Q: I stripped sulfur one electron at a time, from S+ to the bare nucleus, at the Hartree-Fock (GHF) and second-order (GMP2) levels. The energy rises in every row, but the steps run from 11 eV to 2517 eV. What sets them?

Ionisation energies of sulfur ions as total-energy differences, from PySCF 2.14.0 with two-component X2C-1e GHF (one spinor determinant in jj occupation) and GMP2. The nucleus is Gaussian, and the even-tempered basis runs to f and is scaled to each ion. Screened-SO has the one-electron spin-orbit term with screened-nucleus factors; spin-free has no spin-orbit term.

```
species  electrons               configuration         final configuration  frozen electrons  GHF screened-SO (eV)  GMP2 screened-SO less GHF screened-SO (eV)  GHF spin-free less GHF screened-SO (eV)  tabulated (eV)  kind of the tabulated value
     S+         15  [Ne] 3s2 (3p1/2)2 (3p3/2)1           [Ne] 3s2 (3p1/2)2                 2                 22.79                                        0.37                                      n/a         23.3379                     measured
    S2+         14           [Ne] 3s2 (3p1/2)2           [Ne] 3s2 (3p1/2)1                 2                 33.97                                        0.57                                     0.04           34.86               semi-empirical
    S3+         13           [Ne] 3s2 (3p1/2)1                    [Ne] 3s2                 2                 46.73                                        0.30                                    -0.08          47.222               semi-empirical
    S4+         12                    [Ne] 3s2               [Ne] (3s1/2)1                 2                 70.80                                        1.45                                     0.00         72.5945                     measured
    S5+         11               [Ne] (3s1/2)1                        [Ne]                 2                 87.58                                        0.45                                     0.00         88.0529                     measured
    S6+         10                        [Ne]  [He] 2s2 (2p1/2)2 (2p3/2)3                 0                279.35                                        1.45                                     0.44         280.954                     measured
    S7+          9  [He] 2s2 (2p1/2)2 (2p3/2)3  [He] 2s2 (2p1/2)2 (2p3/2)2                 0                327.19                                        1.45                                     0.09         328.794                     measured
    S8+          8  [He] 2s2 (2p1/2)2 (2p3/2)2  [He] 2s2 (2p1/2)2 (2p3/2)1                 0                377.82                                        1.48                                    -0.48          379.84               semi-empirical
    S9+          7  [He] 2s2 (2p1/2)2 (2p3/2)1           [He] 2s2 (2p1/2)2                 0                448.19                                        0.38                                     0.58           447.7               semi-empirical
   S10+          6           [He] 2s2 (2p1/2)2           [He] 2s2 (2p1/2)1                 0                504.58                                        0.34                                     0.49          504.55               semi-empirical
   S11+          5           [He] 2s2 (2p1/2)1                    [He] 2s2                 0                565.35                                       -0.07                                    -1.14          564.41               semi-empirical
   S12+          4                    [He] 2s2               [He] (2s1/2)1                 0                646.96                                        3.12                                     0.00          651.96               semi-empirical
   S13+          3               [He] (2s1/2)1                         1s2                 0                706.97                                        0.15                                     0.00         706.994                  theoretical
   S14+          2                         1s2                    (1s1/2)1                 0               3223.87                                        1.23                                     0.00         3223.78                  theoretical
   S15+          1                    (1s1/2)1                bare nucleus                 0               3495.00                                         n/a                                     0.00         3494.19                  theoretical
```

A: Take two limits. If the electrons did not repel each other, each would be bound as in a one-electron ion, with I = Ry Z²/n², where I is the ionisation energy, Z = 16, n the principal quantum number and Ry = 13.606 eV. That gives 3483 eV for n = 1, a quarter of it (871 eV) for n = 2 and a ninth (387 eV) for n = 3, with no trend inside a shell. In the opposite limit every other electron cancels one nuclear charge. The last electron of S5+ would then see a charge of 6 and cost 36 × 13.606/9 = 54.4 eV. To place the table between the limits, define

Zeff = n √(I/Ry)

from the GHF screened-SO column. S5+ gives 7.61, above 6 and far below 16. S13+ gives 14.42, close to its fully screened value of 14.

The classical analogue is a point charge inside concentric charged spherical shells. By Gauss's law an inner shell screens fully, an outer shell does not screen, and charge on the same shell screens in part. This accounts for the shell jumps and for the rise within a shell. It has no place for an orbital that reaches through an inner shell, or for spin, and the finer irregularities come from these.

Q: Can that picture give numbers without fitting?

A: Slater's rules do. Each electron contributes −Ry (Z − s)²/n², where the screening s counts 0.35 for each other electron of the same shell (0.30 within 1s), 0.85 for each in the shell below and 1 for deeper ones. I is the difference of two such sums. For S6+, eight n = 2 electrons see 16 − 1.70 − 7 × 0.35 = 11.85, and the seven left in S7+ see 12.20. The 1s terms cancel:

I = (13.606/4) × (8 × 11.85² − 7 × 12.20²) = 3.4015 × 81.50 = 277.2 eV

GHF gives 279.35 eV, so the model is 0.8 % low with nothing adjusted to this table. The sum also shows why Zeff of this row, 9.06, lies well below 11.85: the seven remaining electrons become more tightly bound and pay back part of the cost.

For S5+ the 3s electron sees 16 − 8.8 = 7.2, giving 78.4 eV against 87.58 eV. The jump from S5+ to S6+ is a factor 3.19 in GHF and 3.54 in the model, of which n² supplies 2.25 and the loss of screening the rest. From S13+ to S14+ the factor is 4.56, with 4 from n², since only two electrons were screening. Over all rows the model errs by 5.8 % rms relative to GHF, by under 3 % for n = 1 and 2 and by 6 to 12 % for n = 3. Its agreement at S14+ is an accident. The model has no relativity, and relativity is worth 12 eV one row further on.

Q: In the n = 3 shell the model is too high for three rows and too low for two.

A: The sign follows the orbital. It is about 10 % low where 3s is removed (S4+, S5+) and 6 to 12 % high where 3p is removed. The rules treat s and p alike, while an s orbital has density close to the nucleus, inside the shells that screen it, and a p orbital is held off by its angular momentum. This penetration explains the sign, though the table shows only its pattern and does not isolate the cause. Zeff rises by 1.28 from S3+ to S4+, where removal changes from 3p to 3s, against 0.82 and 0.77 on either side. For n = 2 the same change gives 0.90 against 0.71 and 0.63. The effect is weaker there because only a 1s pair has to be penetrated and the nucleus dominates, which is nearer the hydrogenic limit where s and p of one shell are degenerate.

Q: Inside 2p the steps are 47.84, 50.63, 70.37, 56.39 and 60.77 eV. I took the large one for the change from 2p3/2 to 2p1/2, the two spin-orbit levels of total angular momentum j.

A: The large step lies between S8+ and S9+, and the label of the removed electron changes one row later. Adding the column GHF spin-free less GHF screened-SO to the first column switches spin-orbit coupling off, and the step then grows to 71.43 eV. The numbers exclude spin-orbit coupling as its cause.

The cause is the repulsion among the 2p electrons, which is weaker between parallel spins. With q electrons in 2p, Hund's rule fills three orbitals with parallel spins first, so the ground terms hold 0, 1, 3, 3, 4, 6 parallel pairs for q = 1 to 6. In terms of the Slater integrals F⁰ and F², the ground-term repulsion is

E(q) = q(q − 1)/2 × F⁰ − K × (parallel pairs), K = F²/5

Three fifths of K is the exchange integral between two real p orbitals, 3F²/25. The rest is direct repulsion, which is stronger for two electrons in one p orbital than in different ones. Removing one electron therefore costs an extra K times 0, 1, 2, 0, 1, 2. The sequence climbs by one each time but falls back by two between q = 3 and q = 4: the fourth electron has no partner of its own spin, while the third of the half-filled shell loses two. Stripping runs through the sequence backwards, so the step from S8+ to S9+ gains 2K where its neighbours lose K, and it should exceed them by 3K. For a hydrogen-like 2p orbital of charge Z′, F² = 45Z′/512 hartree. Slater's charge for S8+ is 16 − 1.70 − 5 × 0.35 = 12.55, so

K = 9 × 12.55/512 × 27.21 eV = 6.00 eV, 3K = 18.0 eV

The spin-free step exceeds the mean of its two neighbours by 18.2 eV. Agreement at the level of ten per cent is what the estimate deserves, since the choice of Z′ is loose.

A least-squares fit of a quadratic in q plus K times the pair count, four parameters on the six rows S11+ to S6+, gives K = 5.4 eV with 0.22 eV rms for screened-SO and K = 6.05 eV with 0.07 eV rms for spin-free. The same quadratic with a step at the change of j label leaves 3.8 eV rms. The quadratic absorbs the linear part of the pair count, so K measures only the height of the break, and with two degrees of freedom left the fit establishes its place and size and little else.

Q: Then what do my jj labels mean?

A: Again compare limits. Let ζ be the 2p spin-orbit parameter: one electron is lowered by ζ in 2p1/2 and raised by ζ/2 in 2p3/2. If ζ were far above K, electrons would fill the j levels (jj coupling) and p¹ to p⁵ would be lowered by 1, 2, 3/2, 1 and 1/2 times ζ. If ζ is far below K, spins and orbital momenta couple first (LS coupling) and the ground levels are lowered by 1, 1, 0, 1/2 and 1/2 times ζ. The table lets you find the lowering. Each entry of GHF spin-free less GHF screened-SO is the lowering of the final ion less that of the initial ion, so a running sum from the closed 2s² ion gives 1.14, 0.65, 0.07, 0.55, 0.46 and 0.02 eV for p¹ to p⁶. The last is close to zero, as a closed shell requires at first order, so the change of basis from row to row does not spoil the sum.

The limits agree for p¹ and p⁵, which fix ζ at 1.14 and 0.92 eV and test nothing. With ζ interpolated linearly, the jj limit asks 1.54 eV for p³ and 0.97 eV for p⁴, the LS limit 0 and 0.49 eV. The sums are 0.07 and 0.55 eV. I infer from these energies that the determinants started in jj occupation and relaxed to nearly LS states, as ζ/K of about 0.2 favours. Since ζ grows roughly as the fourth power of the charge and K as the first, the break at half filling should persist in chlorine or argon ions, at the same electron count, and give way to a break at the j label only in much heavier ions. The screened-nucleus factors overshoot splittings of light atoms, so these ζ are somewhat high, which leaves the conclusion safe.

Q: The p² value, 0.65 eV, matches neither limit.

A: LS asks 1.08 eV for the ³P₀ level of S10+, and one determinant cannot represent that level, which is a sum over three pairs of spin and orbital projections. A determinant with both spins up and orbital projection −1 gains ζ/2 = 0.54 eV at first order, close to what is found. S10+ is then about 0.4 eV too high within this Hamiltonian, which raises I in the S9+ row and lowers it in the S10+ row. For 3p the lowerings are 0.08 eV for p¹ and 0.04 eV for p², the same halving, though only a few times the rounding.

Q: Why does the correlation column switch between about 1.5 eV and about 0.4 eV?

A: It follows the same count of spins. Hartree-Fock keeps parallel electrons apart through exchange and does nothing of the kind for opposite spins, so a pair sharing an orbital carries the largest correlation energy. GMP2 adds at least 1.23 eV in the six rows that break such a pair (S4+, S6+, S7+, S8+, S12+, S14+) and at most 0.57 eV in the others. The switch in 2p falls between S8+ and S9+, which supports the LS reading. It also reduces the break by 1.48 − 0.38 = 1.10 eV, the direction of the tabulated values, where the excess is 13.9 eV against 16.9 eV in GHF. Correlation outweighs the spin-orbit shift by a factor of three or more in S2+, S3+ and S6+ to S8+, and is the smaller of the two in S9+ to S11+.

Q: GMP2 halves the mean absolute error against the NIST values, from 1.12 to 0.54 eV, yet S12+ is 1.88 eV low and S11+ 0.87 eV high. Why opposite signs?

A: An error in one ion enters two rows with opposite signs, so sum the errors. Relative to S13+, the GMP2 total energy lies above the tabulated one by 1.88 eV in S12+, 1.01 eV in S11+, 0.64 eV in S10+ and −0.23 eV in S9+. The known cause is near-degeneracy. In the hydrogenic limit 2s and 2p coincide, so 2s² mixes strongly with 2p², and second-order theory built on one determinant recovers this poorly: 62 % of the gap between GHF and the tabulated value in S12+, against 90 % in S6+ and S7+. Each added 2p electron blocks part of the mixing. In S9+ it is forbidden, because 2p⁵ has no ⁴S term to mix with the ground term. The decay of the sum as far as S9+ matches this argument without proving it. The sum then rises again, to 0.31, 0.46 and 0.62 eV in S8+, S7+ and S6+, where this mixing is also impossible, so discrepancies of that size need another source. Near-degeneracy is therefore a firmer explanation for S12+ than for the smaller values, and part of the 0.64 eV belongs to the ³P₀ defect. Both faults push the S9+ row up, to 0.87 eV too high.

The references for S8+ to S12+ are semi-empirical, so the −0.54 eV at S8+ need not all be an error of GMP2; the table cannot tell. In the n = 3 shell all five GMP2 values are low, with 1s frozen, most of all S4+ (3s², −0.34 eV) and S2+ (−0.32 eV). The sign reversal after the s² ion does not recur at S3+, and I have no tested reason for that.

Q: And the innermost rows? GHF looks almost exact for S14+.

A: Begin with S15+, which has one electron and no correlation. GHF gives 3495.00 eV, and the Dirac formula for a point nucleus 3495.01 eV, so the calculation solves its own Hamiltonian well. The excess of 0.81 eV over the theoretical reference is physics outside that Hamiltonian. Nuclear recoil, I times the electron-to-nucleus mass ratio for mass 32, is 0.06 eV. The remaining 0.75 eV is 3.4 times the natural QED scale (α/π)(Zα)⁴mc² = 0.22 eV, with α the fine-structure constant and mc² the electron rest energy. A factor of a few is what theory gives for the 1s Lamb shift, so QED is the argued cause.

In S14+ GHF lacks 1.23 eV of correlation, which would raise I, and lacks QED and the Breit interaction, which would lower it. The 0.09 eV agreement is their cancellation, and GMP2 exposes it by overshooting by 1.32 eV. That is 0.51 eV more than in S15+. The Breit term, the magnetic interaction of the two 1s electrons, has the right sign, but the table cannot separate it from other two-electron relativistic terms. QED shifts of s levels fall as 1/n³, and 0.81/8 = 0.10 eV is close to the 0.13 eV excess of S13+, a consistency of size only. GMP2 is farther from the reference than GHF in S9+, S10+, S13+ and S14+. In the last two the omitted terms are the place to look before blaming the treatment of correlation.
